Question: Why does the smearing term zigzag when the cell only gets bigger?

I am looking at density-functional results for germanium in the β-tin structure, where it is a metal. The volume per atom rises from row to row, and so does the shortest distance between atoms. The smearing entropy term does not follow them: its size goes down, up, down, up to the end of the table. Is this numerical noise, or does the term respond to something other than volume? And does it matter if I want an equation of state from these energies?

Ansatz 0.2.0, scalar-relativistic PBEsol with PAW and plane waves (cutoff 420 eV), no spin polarization, for germanium in the β-tin structure (2-atom cell). All rows are single-point calculations with a 20×20×20 k mesh and Gaussian smearing of width 0.15 eV. The smearing entropy term is −TS, given per atom.

```
volume (Å³/atom)     c/a  shortest distance (Å)  smearing entropy term (meV/atom)
          16.906  0.5428                  2.588                            -3.940
          17.168  0.5512                  2.590                            -3.870
          17.703  0.5428                  2.628                            -4.150
          17.973  0.5511                  2.630                            -3.940
          18.524  0.5428                  2.668                            -4.320
          18.802  0.5509                  2.670                            -4.130
          19.370  0.5428                  2.708                            -4.470
          19.657  0.5508                  2.710                            -4.380
          20.242  0.5428                  2.748                            -4.700
```

Answer:

Look at c/a, the ratio of the two edges of the tetragonal cell. It alternates between 0.543 and about 0.551, so the cell doesn't grow in the same way at each step. From the first row to the second, only the c edge gets longer. From the second to the third, only the two equal a edges do, and this pattern repeats down the table. The term shrinks on all four stretches of c and grows on all four stretches of a. (I speak of its size throughout; the minus sign only says that it lowers the free energy.)

If you read only the five rows with c/a of 0.543, the zigzag is gone. These cells are uniformly scaled copies of one another, and the term grows steadily from 3.94 to 4.70 meV/atom. The four rows with the higher c/a also rise among themselves, though less evenly and on a lower curve. So there are two questions: why the term grows with volume, and why it comes out smaller at the larger c/a. The first has a simple answer. For the second, the mesh of k points is as strong a suspect as the band structure.

What the term measures

In a metal, filled and empty states meet at the Fermi level. Smearing replaces the sharp step between them by a soft one, so that states close to this level are partly filled. Only these states contribute to the entropy term. At a fixed smearing width the term is therefore a count of the states near the Fermi level. In a semiconductor whose gap is many times the width there would be almost nothing to count, and the term would stay near zero at every volume.

For Gaussian smearing, a state at energy E contributes

σ/(2√π) · exp(−x²), with x = (E − E_F)/σ

where σ is the smearing width and E_F the Fermi level. Let g be the density of states, that is, the number of states per eV and atom. If g is nearly constant within the smeared window, adding up all contributions gives

size of the term = g σ²/2

The width is the same in every row, so changes in the column reflect changes in g, as far as the mesh of k points samples it well.

Why uniform expansion makes it grow

When the atoms move apart, the outer electrons have more room and their kinetic energies fall. The same number of states is then packed into a narrower range of energy, so more of them lie in each eV. The simplest model of this is a gas of free electrons, with the four outer electrons of each germanium atom and no lattice at all. Its Fermi energy, counted from the bottom of the band, and its density of states are

E_F = 3.81 eV Å² · (3π² · 4/V)^(2/3)
g = 6/E_F

where V is the volume per atom. For the first row, V = 16.906 Å³ gives E_F = 13.95 eV and g = 0.43 states per eV and atom. With σ = 0.15 eV the estimate is

0.43 · 0.15²/2 eV = 4.8 meV/atom

The calculation gives 3.94 meV/atom, about four fifths of this. That is close for a model with no adjustable constant, provided that the program defines σ as in the exponential above, which is the usual convention.

The model also gets the direction of the volume trend right, but not its full strength. From the smallest to the largest cell with c/a of 0.543, the free-electron term grows by 13 %, while the computed one grows by 19 %. The model leaves out the attraction of the atomic cores and the way in which the lattice scatters the electrons. The same runs hint that this matters. Over these cells the overlap between the highest filled and the lowest empty band (by count) shrinks from 5.824 to 4.633 eV, about 20 %, where free-electron energies would shrink by 11 %. The bands near the Fermi level thus draw together faster than in the model. How much of the extra growth is left to the limited mesh of k points, these data don't say.

What changes when c is stretched

A free-electron gas knows only its density. Sampled finely enough, it would give the same term for both cell shapes at equal volume. The zigzag must therefore come from the lattice, from the finite mesh of k points, or from both. Take the lattice first. In this structure each atom has four close neighbours and two slightly more distant ones along c. In the first step, the stretch of c lengthens the two contacts along c from 2.71 to 2.75 Å, while the four short ones grow by less than 0.003 Å. This is why the shortest distance hardly registers the change. Bands that depend strongly on the contacts along c should shift relative to the others, and the number of states at the Fermi level can go up or down as a result.

In the table the term goes down. To see by how much, compare each cell of higher c/a with a value at the same volume, read off straight lines between the neighbouring cells with c/a of 0.543. At the higher c/a the computed term is lower by 0.14 to 0.27 meV/atom. The added volume alone would raise it by only 0.05 to 0.08 meV/atom, so this drop wins and the term falls. When a is stretched next, c/a returns to its lower value. The loss is recovered and the gain from the larger volume comes on top, which is why the upward steps are bigger than the downward ones.

Which bands are responsible remains open, because that would take a density of states resolved by energy and by orbital for both shapes. Nor do these data explain why the shape effect is almost twice as large in some rows as in others. The mesh of k points, on which the states are sampled, was not varied. Uniform scaling carries the mesh and the Fermi surface along together, so the sampling error is expected to stay much the same within each series and to jump when c/a changes. Even a free-electron gas, which has no shape effect of its own, is expected to zigzag on too coarse a mesh, in a direction that depends on how the mesh is placed. Regular repetition therefore doesn't rule the mesh out. The mesh is also less dense than it looks. Of its 8000 points, only about one in ten has a state within 0.15 eV of the Fermi level, and symmetry makes most of these copies of one another, so only several dozen distinct ones are left. A count over so few can be expected to err by several per cent, which is as much as the shape effect itself. To learn whether the zigzag belongs to germanium or to the sampling, repeat the rows with denser meshes until the term settles.

What it means for an equation of state

Very little in this case. The term depends on the chosen width and is not the entropy of germanium at some temperature. Smearing shifts the free energy by half of the term. Over the uniformly scaled cells this half changes by 0.38 meV/atom while the volume changes by 3.3 Å³/atom, which corresponds to a pressure of about 0.02 GPa. The computed pressures in the same cells run from about +8 to −6 GPa.

The mixed shapes deserve more care than the smearing. An equation of state describes energy along one defined path, so don't put one curve through all nine rows. The five uniformly scaled cells do give a clean curve, but one at fixed shape: in them the computed stresses along a and along c differ by about 1 GPa. In the four cells with the higher c/a they differ by 0.4 GPa at most, so the relaxed shape lies near that ratio. For a crystal under even pressure, relax c/a at each volume.
